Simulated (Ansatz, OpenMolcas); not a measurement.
**[BH3]− (SMILES [BH3-]): the energy, rung by rung**

[BH3]−: 4 atoms, total charge -1, spin state doublet. SMILES: `[BH3-]`. Geometry: relaxed at GFN2-xTB.

```xyz
4

B     0.1504   -0.0373   -0.2338
H     0.9171    0.4526    0.6285
H    -0.2792   -1.1611    0.1184
H    -0.7883    0.7459   -0.5131
```

Each level gives the energy change with the B1–H3 bond stretched from 1.254 to 2.507 Å (eV). The values are calculated.

```
                                 level                    kind     program  value (eV)
      UHF/6-31G* (spherical functions)            Hartree–Fock      Ansatz        2.75
   USVWN5/6-31G* (spherical functions)                     LDA      Ansatz        2.75
 U-revPBE/6-31G* (spherical functions)                     GGA      Ansatz        2.57
 U-r2SCAN/6-31G* (spherical functions)                meta-GGA      Ansatz        2.74
   UB3LYP/6-31G* (spherical functions)           global hybrid      Ansatz        2.69
U-wB97M-V/6-31G* (spherical functions)  range-separated hybrid      Ansatz        2.91
  UB2PLYP/6-31G* (spherical functions)           double hybrid      Ansatz        2.83
UCCSDT(Q)/6-31G* (spherical functions)   coupled cluster or CI      Ansatz        2.73
   UCCSDT/6-31G* (spherical functions)   coupled cluster or CI      Ansatz        2.73
                            FCI/STO-3G      exact in the basis  OpenMolcas        4.83
```

Sets without diffuse functions describe the anion poorly. The first shape isn't each level's own minimum. The values span 2.57 to 4.83 eV. Spin contamination of the reference (⟨S²⟩ at least 0.1 too high) touches UHF/6-31G*, U-r2SCAN/6-31G*, UCCSDT(Q)/6-31G*, UCCSDT/6-31G*. The coupled-cluster rows rest on a doubtful reference here (large T1 or Brueckner and Hartree–Fock orbitals at odds), and rows may lie in different states. High-level rows in very small sets aren't better than simpler rows in larger ones.

The clearest split is between basis sets, not between rungs: the 6-31G* rows lie between 2.57 and 2.91 eV, while full CI in STO-3G gives 4.83 eV. Full CI removes the correlation error only within its orbital space. A single fixed function per valence orbital cannot expand to hold the extra electron as the bond opens, whether the charge stays on boron or moves towards a hydride-like hydrogen. The stretched structure is therefore probably penalised more than the compact one.

Among the density functionals there is no steady climb with rung, since LDA lies above both revPBE and B3LYP. The drop from LDA to revPBE fits the usual gradient correction of LDA overbinding.

The starting geometry is distinctly pyramidal, whereas this radical anion, isoelectronic with methyl, is known to be planar or nearly so, with its unpaired electron in a boron p orbital of π type. The tight-binding relaxation is the likely cause. The energies describe a partial stretch from that shape and do not establish a dissociation energy or the preferred fragment charges.
